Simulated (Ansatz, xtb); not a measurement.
**Relative energy of two isomers of C3H4FGeNO**

Structure a is `Fc1nc[c]([GeH3])o1`, a singlet and structure b is `Fc1n[c]([GeH3])co1`, a singlet. Both are isolated molecules in the gas phase, relaxed with B3LYP/def2-SVP.

Quicker runs give these differences E(b) − E(a): GFN2-xTB +1.45 kcal/mol; HF/STO-3G +1.44 kcal/mol (at GFN2-xTB geometries); r2SCAN-D4/def2-SVP +1.41 kcal/mol (at GFN2-xTB geometries).

Problem. Estimate E(b) − E(a) at the level CCSD(T)/def2-SVP + ΔMP2/def2-TZVPP.

Solution. Too close to call at this level: CCSD(T)/def2-SVP + ΔMP2/def2-TZVPP gives E(b) − E(a) = +0.73 kcal/mol.

How the difference moves with the method:

| level | geometry | E(b) − E(a) (kcal/mol) | departure from the last row (kcal/mol) | job, with rough time for the two |
| --- | --- | --- | --- | --- |
| GFN2-xTB | GFN2-xTB | +1.45 | +0.72 | optimisation, 0.45 s |
| HF/STO-3G | GFN2-xTB | +1.44 | +0.72 | single point, 1.9 s |
| r2SCAN-D4/def2-SVP | GFN2-xTB | +1.41 | +0.69 | single point, 9 s |
| B3LYP/def2-SVP | B3LYP/def2-SVP | +0.97 | +0.24 | optimisation, 4.2 min |
| HF/def2-SVP | B3LYP/def2-SVP | +0.98 | +0.25 | part of the CCSD(T) run |
| MP2/def2-SVP | B3LYP/def2-SVP | +0.50 | −0.23 | part of the CCSD(T) run |
| CCSD(T)/def2-SVP | B3LYP/def2-SVP | +0.62 | −0.11 | single point |
| CCSD(T)/def2-SVP + ΔMP2/def2-TZVPP | B3LYP/def2-SVP | +0.73 |  | single point, 3.4 min |

As drawn, both hold the same kinds of bond in the same numbers.

The largest departure from CCSD(T)/def2-SVP + ΔMP2/def2-TZVPP is that of GFN2-xTB, 0.72 kcal/mol. The last row adds to CCSD(T) the change of the MP2 difference between the two basis sets, here +0.11 kcal/mol.

With thermal terms from frequencies at re-optimised GFN2-xTB minima (ideal gas, soft modes damped towards free rotors, one conformer each, 298.15 K, 1 atm): the zero-point term adds −0.09 kcal/mol; ΔH is +0.66 and ΔG +0.64 kcal/mol.

The correlated steps freeze 15 core orbitals; the filled d shell of Ge is correlated, in a basis made for valence electrons. Run with Ansatz 0.2.0, xtb 6.7.1; the last row on 2 threads of Intel(R) Xeon(R) Processor @ 2.50GHz (Skylake/Cascade Lake) on a shared host.

The two isomers are 2-fluorooxazoles that differ only in where the germyl group sits: on C5, next to oxygen, in a, and on C4, next to nitrogen, in b. Every level puts a slightly lower, but the best difference, +0.73 kcal/mol, is too small to make that a firm ordering. Near-degeneracy is expected, since the aromatic ring and the types of bond are retained and germyl interacts only weakly with the π system. The slight lean towards a probably reflects the polarity of the C–Ge bond: electropositive germanium leaves negative charge on the ring carbon, which the σ-withdrawing oxygen next to C5 stabilises, whereas at C4 that charge lies beside the nitrogen lone pair. Correlation narrows the gap from +0.98 kcal/mol in Hartree–Fock to +0.62 kcal/mol in CCSD(T) with the same basis, so it favours b without reversing the order. Exchanging the two positions would require breaking the C–Ge bond or rearranging the ring, so a synthetic product ratio could well be set by kinetics instead of this small difference.
